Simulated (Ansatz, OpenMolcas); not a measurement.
# SnGeH6 (SMILES [GeH3][SnH3]): the energy, rung by rung

SnGeH6: 8 atoms, total charge 0, spin state singlet. As SMILES, `[GeH3][SnH3]`. Geometry: relaxed at PBE0-D4/def2-TZVP.

```xyz
8

Ge   -0.7541    0.2858   -1.0413
Sn    0.7515   -0.2903    0.9923
H    -1.8308    1.3073   -0.6395
H    -1.4534   -0.9786   -1.5670
H     0.0875    0.8865   -2.1793
H    -0.1876   -0.9328    2.2652
H     1.9310   -1.4442    0.5538
H     1.5479    1.1091    1.5601
```

Quantity: the energy change with the Ge1–H5 bond stretched from 1.538 to 1.999 Å, in eV. The values are calculated.

| level | kind | program | value (eV) | CPU time (all runs) |
| --- | --- | --- | --- | --- |
| BLYP/def2-SVP (core potential) (restricted) | GGA | OpenMolcas | 0.83 | 46 s |
| M06-L/def2-SVP (core potential) (restricted) | meta-GGA | OpenMolcas | 0.95 | 54 s |
| r2SCAN/def2-SVP (core potential) (restricted) | meta-GGA | OpenMolcas | 0.98 | 56 s |
| PBE0/def2-SVP (core potential) (restricted) | global hybrid | OpenMolcas | 0.98 | 42 s |
| CAM-B3LYP/def2-SVP (core potential) (restricted) | range-separated hybrid | Ansatz | 1.01 | 15 s |
| HSE06/def2-SVP (core potential) (restricted) | range-separated hybrid | Ansatz | 0.98 | 15 s |
| BCCD(T)/def2-SVP (core potential) (restricted) | coupled cluster or CI | Ansatz | 0.99 | 50 s |
| CCSD/def2-SVP (core potential) (restricted) | coupled cluster or CI | Ansatz | 1.01 | 30 s |

The first shape isn't each level's own minimum. The values span 0.83 to 1.01 eV. In the correlated wave-function rows the outer d shell of Ge, Sn is correlated, in sets not made for it. In so small a basis fixed costs decide the times, and correlated methods can beat functionals. CPU times are rough (shared hosts, several kinds of processor and program).

Stretching the Ge–H bond costs nearly the same energy at every level except BLYP, which at 0.83 eV lies clearly below the coupled-cluster values of 0.99 and 1.01 eV. The cost reflects the loss of overlap between a germanium sp-type hybrid and hydrogen 1s in a localised, weakly polar σ bond. BLYP tends to make such bonds too long and too soft, which probably explains its shallower rise.

Exact exchange is not needed to correct this: r2SCAN matches PBE0 at 0.98 eV. HSE06 gives the same value, as expected for a local distortion in a small molecule, where screening long-range exchange matters little. BCCD(T) falls slightly below CCSD, in the direction expected when triples recover more of the correlation that grows as the bonding–antibonding gap narrows, though the change of orbitals may also contribute.

The agreement supports a single-reference description over this partial stretch, but it doesn't establish the Ge–H dissociation energy or the quality of the restricted curves near separation into radicals.
